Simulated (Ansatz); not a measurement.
Hf: pressure and energy change per atom as volume scale varies

Results calculated with Ansatz 0.2.0, not measured. Plane-wave DFT, scalar-relativistic PAW made under PBE with cores redone for the functional, no dispersion; the given relaxed cell is scaled uniformly, energy at zero smearing counts from the unscaled cell, pressure at the given Fermi-Dirac smearing is positive in compression.

The cell before it is scaled or strained (space group P6/mmm, No. 191):
```
Hf
1.0
      4.8580     0.0000     0.0000
     -2.4290     4.2071     0.0000
      0.0000     0.0000     3.0279
Hf
3
Direct
  1.00000 1.00000 1.00000
  0.33333 0.66667 0.50000
  0.66667 0.33333 0.50000
```

Settings of every row: spin polarised no; functional LDA; wave cutoff 420 eV; smearing width 0.1 eV; k mesh 9x9x12.

Atom starting moment: 0 on all atoms.

Limits: no spin-orbit coupling, which can matter with elements this heavy; the cell comes from a prototype or a list of computed structures and needn't be the stable phase.

```
row  volume scale  V (Å³/atom)  pressure (GPa)  energy change per atom (meV)
  1          0.88       18.153               ?                             ?
  2          0.92       18.978           11.81                         56.11
  3          0.96       19.803            5.36                         12.87
  4          1.04       21.453           -4.44                         12.36
  5          1.08       22.278           -8.13                         45.69
  6          1.12       23.104           -11.2                         96.45
```

Question: what pressure and energy change per atom should row 1 give?

Worked fit of pressure. Take u = (V_r/V)^(2/3) − 1 with V_r = 21.453 Å³ an atom, which is twice the finite (Eulerian) strain; such expansions in the strain, on which the Birch-Murnaghan equation of state is built, carry the rest volume and the bulk modulus. The shown rows have u = 0.08515, 0.0548, 0, -0.02484, -0.04823. Least squares give pressure = −4.445 + 158.289 × u + 381.8 × u² GPa; a straight line predicts inner rows, each left out in turn, worse (root mean square 0.75 against 0.02 GPa). The rows lie off it by 0.01, -0.02, 0.00, 0.01, -0.01. The pressure vanishes at u = 0.0264, or V = 20.63 Å³ an atom, and there the bulk modulus at fixed shape and fractions is B = −V dP/dV = (2/3)(1 + u) dP/du = 122 GPa. Letting shape and atoms relax would as a rule lower it, by much in layered, chain or molecular crystals. The withheld row has u = 0.11779, so the fit gives −4.445 + 158.289 × (0.11779) + 381.8 × (0.11779)² = 19.50 GPa.

The calculation gave 19.6 GPa. The fit lies 0.10 GPa (0.32 % of the column's range) below it; its largest miss of a shown row is 0.02 GPa. This row lies beyond the range of the fit.

Worked fit of energy change per atom. Take u = (V_r/V)^(2/3) − 1 with V_r = 21.453 Å³ an atom, which is twice the finite (Eulerian) strain; such expansions in the strain, on which the Birch-Murnaghan equation of state is built, carry the rest volume and the bulk modulus. The shown rows have u = 0.08515, 0.0548, 0, -0.02484, -0.04823. Least squares give energy change per atom = 12.485 − 923.618 × u + 16884.93 × u² meV; a straight line predicts inner rows, each left out in turn, worse (root mean square 33 against 0.37 meV). The rows lie off it by -0.15, 0.29, -0.12, -0.16, 0.14 (root mean square 0.18 meV). The withheld row has u = 0.11779, so the fit gives 12.485 − 923.618 × (0.11779) + 16884.93 × (0.11779)² = 137.96 meV.

The calculation gave 135.96 meV. The fit lies 2.00 meV (1.5 % of the value, 1.6 % of the column's range) above it; its largest miss of a shown row is 0.29 meV. This row lies beyond the range of the fit.
